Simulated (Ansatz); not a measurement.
# Lattice constant of the random alloy Si0.25Ge0.75 by density functional, numerical settings and supercell

A random alloy has no single unit cell, yet its lattice constant is sharp enough to set the strain in a film grown on it. A calculation replaces the disorder by one arrangement of silicon and germanium in a small periodic cell, and it is not obvious whether this replacement or the approximate density functional does more harm. The question matters for silicon–germanium buffer layers and strained channels, where a mismatch of one per cent already changes band edges and carrier mobility. Here the mean cubic lattice constant a of Si0.25Ge0.75 is compared between functionals, settings and supercells. The reference is the 32-atom PBE cell, at 5.6774 Å. The lattice is static, and a comparison with measured values is not made here.

## Systems and settings

Main cell: 1x2x2 conventional cells of the Ge type (32 atoms: 8 Si, 24 Ge); Ge/Si share their sites, the best of 600 random draws by like-pair counts in two shells; start lattice by linear mixing of the end members' cells; atoms moved at random by 0.02 Å. In each row cell and atoms were relaxed at the level named; rows that change cutoff, mesh or potentials in the main cell, and some that change the functional, start from a cell relaxed at another level, while the larger and the small cells start from the mixed lattice. Ansatz 0.2.0: Kohn-Sham DFT, PAW potentials, plane waves, Fermi-Dirac smearing of 0.01 eV, no spin polarisation, spin-orbit coupling only where named. The same in all rows: composition of the cell: SiGe3.

Notes on method and selection:

- A finite supercell with one arrangement stands for the random alloy; its composition is rounded to whole atoms.
- The lattice is static: no zero-point motion and no thermal expansion, which in most solids lengthen room-temperature lattice constants by a few tenths of a per cent.
- Runs that didn't converge or were made unsound on purpose aren't shown.
- But for rows that name other potentials, all functionals use one PAW set, generated with PBE; the run remakes the frozen core for its functional but keeps PBE's partial waves, which adds an error of its own under other functionals.
- D3(BJ) is the two-body form unless a three-body term is named.
- Runs that did not converge, have known faults or may not be shown are not listed, and runs on Ansatz's PAW sets soft_1 and soft_2 are kept to separate tables.

Columns:

- residual pressure (GPa): pressure left in the cell at the end of the relaxation.
- atoms: atoms in the cell.
- cutoff (eV): plane-wave cutoff.
- k-mesh: k-point mesh.
- a (Å): lattice constant a, the cube root of the volume of the mean conventional cell.

## Numbers

| member | residual pressure (GPa) | atoms | cutoff (eV) | k-mesh | a (Å) | remark |
| --- | --- | --- | --- | --- | --- | --- |
| PBE, lower cutoff | 0.04 | 32 | 350 | 3×2×2 | 5.6774 | restarted from the PBE cell, which hardly moved: the change lies under the tolerance of the relaxation |
| PBE, higher cutoff | 0.01 | 32 | 520 | 3×2×2 | 5.6774 | restarted from the PBE cell, which hardly moved: the change lies under the tolerance of the relaxation |
| PBE, second arrangement | −0.01 | 32 | 420 | 3×2×2 | 5.6779 |  |
| PBE, more k-points | 0.02 | 32 | 420 | 4×3×3 | 5.6774 | restarted from the PBE cell, which hardly moved: the change lies under the tolerance of the relaxation |
| LDA | 0.00 | 32 | 420 | 3×2×2 | 5.5586 |  |
| PBE, small cell | −0.04 | 8 | 420 | 3×3×3 | 5.6744 |  |
| PBE | 0.00 | 32 | 420 | 3×2×2 | 5.6774 |  |
| PBE+D3(BJ) | 0.02 | 32 | 420 | 3×2×2 | 5.6198 |  |
| PBEsol | −0.01 | 32 | 420 | 3×2×2 | 5.6065 |  |
| LDA, small cell | 0.00 | 8 | 420 | 3×3×3 | ? |  |
| PBE, harder potentials | 0.01 | 32 | 820 | 3×2×2 | 5.6774 | restarted from the PBE cell, which hardly moved: the change lies under the tolerance of the relaxation |
| PBE, lowest cutoff | −0.01 | 32 | 300 | 3×2×2 | 5.6774 | restarted from the PBE cell, which hardly moved: the change lies under the tolerance of the relaxation |
| PBE, fewer k-points | −0.02 | 32 | 420 | 2×1×1 | 5.6776 |  |
| r2SCAN | 0.01 | 32 | 500 | 3×2×2 | 5.6090 |  |
| PBE, larger cell | 0.00 | 64 | 420 | 2×2×2 | 5.6764 |  |

Cells marked ? are withheld until the estimate has been made.

## What drives the series

The functional dominates. In the 32-atom cell a rises from 5.5586 Å with LDA to 5.6774 Å with PBE, a difference of 0.1188 Å or 2.1 % of the LDA value. PBEsol, r2SCAN and PBE+D3(BJ) lie between them. LDA generally binds solids too strongly and makes their bonds too short. The gradient correction in PBE favours uneven densities, which weakens the bonds and usually overshoots. PBEsol has a weaker gradient correction in exchange, and its a is 0.0709 Å below that of PBE. The D3(BJ) term adds an attraction between atoms and shortens a by 5.6774 − 5.6198 = 0.0576 Å.

PBEsol and r2SCAN differ by only 0.0025 Å. They are not ranked, because both use partial waves generated with PBE, an error of unknown size here, and the r2SCAN row also has a higher cutoff. Thermal expansion and zero-point motion, at a few tenths of a per cent, would matter more than this difference in a comparison with experiment.

The supercell has a much smaller effect. Relative to the PBE reference, a second arrangement changes a by +0.0005 Å, the 64-atom cell by −0.0010 Å and the 8-atom cell by −0.0030 Å. The step from LDA to PBE is about 40 times the largest of these (0.1188 / 0.0030 = 39.6). The 8-atom cell repeats its two silicon atoms at short distances, but its k-point sampling differs too, so the shift need not come from the arrangement alone.

The five rows that repeat 5.6774 Å do not prove agreement to the last digit, since each was restarted from the PBE cell and hardly moved. Their residual pressures, at most 0.04 GPa in size, are the better sign that cutoff, denser mesh and harder potentials matter little. The two lowest cutoffs also drew a warning from the program. With fewer k-points a changes by only 0.0002 Å, but this agreement is deceptive: the cell shrank along its short axis and stretched along the other two, and the changes nearly cancel in the mean.

## Blind estimate

Plain estimates from the members shown:

- LDA, small cell, mean of the 14 members shown: 5.6546 Å, standard deviation 0.038

The mean of the 14 members shown, 5.6546 Å, is unsuitable for the small LDA cell, because ten of those members use plain PBE and the functional is what moves a most. The better starting point is the 32-atom LDA cell, corrected for the change of cell seen with PBE.

Going from 32 to 8 atoms with PBE gives 5.6744 − 5.6774 = −0.0030 Å. The composition is the same, and the LDA pair has the same cutoff and the same two k-meshes as the PBE pair. The effects of arrangement and sampling should therefore carry over largely unchanged, which gives 5.5586 − 0.0030 = 5.5556 Å.

This transfer cannot be tried on another functional, as PBE is the only one with both cells shown. Its error is taken from the scatter among the larger PBE cells, where a new arrangement or a doubled cell moves a by 0.0005 to 0.0010 Å. The pressure left in the small PBE cell, 0.04 GPa in size, points to a similar uncertainty. With a bulk modulus B of roughly 80 GPa, the relation Δa = a·P/(3B) gives 5.6744 × 0.04 / (3 × 80) = 0.0009 Å. An error of 0.0010 Å is therefore adopted.

**Committed estimate, LDA, small cell: a = 5.5556 ± 0.0010 Å.**

## The withheld result

| member | residual pressure (GPa) | atoms | cutoff (eV) | k-mesh | a (Å) |
| --- | --- | --- | --- | --- | --- |
| LDA, small cell | 0.00 | 8 | 420 | 3×3×3 | 5.5557 |

| member | estimate | a (Å) | computed | estimate − computed | miss in error bars |
| --- | --- | --- | --- | --- | --- |
| LDA, small cell | committed | 5.5556 | 5.5557 | −0.0001 | 0.1 |
| LDA, small cell | mean | 5.6546 | 5.5557 | +0.0989 |  |

The estimate of 5.5556 Å is 0.0001 Å below the computed 5.5557 Å, well inside its error bar of 0.0010 Å. The mean of the other members misses by 0.0989 Å, because most of them are PBE rows.

The argument that the change of cell carries over from PBE to LDA was right. Going from 32 to 8 atoms shortens a by 5.5586 − 5.5557 = 0.0029 Å with LDA, against 0.0030 Å with PBE. The functional and the cell therefore act almost independently here, as expected when both functionals are given the same small arrangement and the same k-meshes.

The agreement is closer than the relaxations warrant. The small PBE cell was left at −0.04 GPa, so it is still slightly too large, and full relaxation would shorten it by about 0.0009 Å. The PBE shift would then be nearer −0.004 Å, which differs from the LDA shift by about the whole error bar.

## Residuals

The two LDA cells lie farthest from the rest. In the 32-atom cell LDA is 0.0479 Å below PBEsol, the next functional up, and the small cell lies lower still. The likeliest reason is the well-known overbinding of LDA, since each LDA cell has the cutoff and k-mesh of its PBE counterpart.

Among the plain PBE rows the 8-atom cell departs most, by −0.0030 Å. That is only three times the shift of the 64-atom cell, and arrangement and k-point sampling may both contribute.

The row with fewer k-points looks ordinary in a but is the least sound of the PBE cells in shape. Its distortion is a sampling error that differs between the axes, not a property of the alloy, so its near-perfect a should not be taken as a sign that the coarse mesh is adequate.

## Closing remarks

For this composition the choice of functional moves a by up to 2.1 %, and the change of supercell by about 0.05 % (0.0030 / 5.6774 = 0.0005). Within the cells tried, the functional is therefore much the larger source of uncertainty in a. For a further functional, the 32-atom value less 0.003 Å is a reasonable first guess at the 8-atom value, provided that the small arrangement and the meshes are kept, but only PBE and LDA support this rule so far.

In strain calculations the lattice constant and the functional should belong together. A PBE calculation held at the PBEsol lattice constant starts with a false compression of 0.0709 / 5.6774 = 1.2 %, comparable to the mismatch strains studied in devices.

Thermal expansion and zero-point motion, which together would lengthen a by very roughly 0.02 Å, stay well below the spread between functionals but exceed every supercell effect in the table. A larger cell alone would therefore not make the static result comparable with a room-temperature measurement.
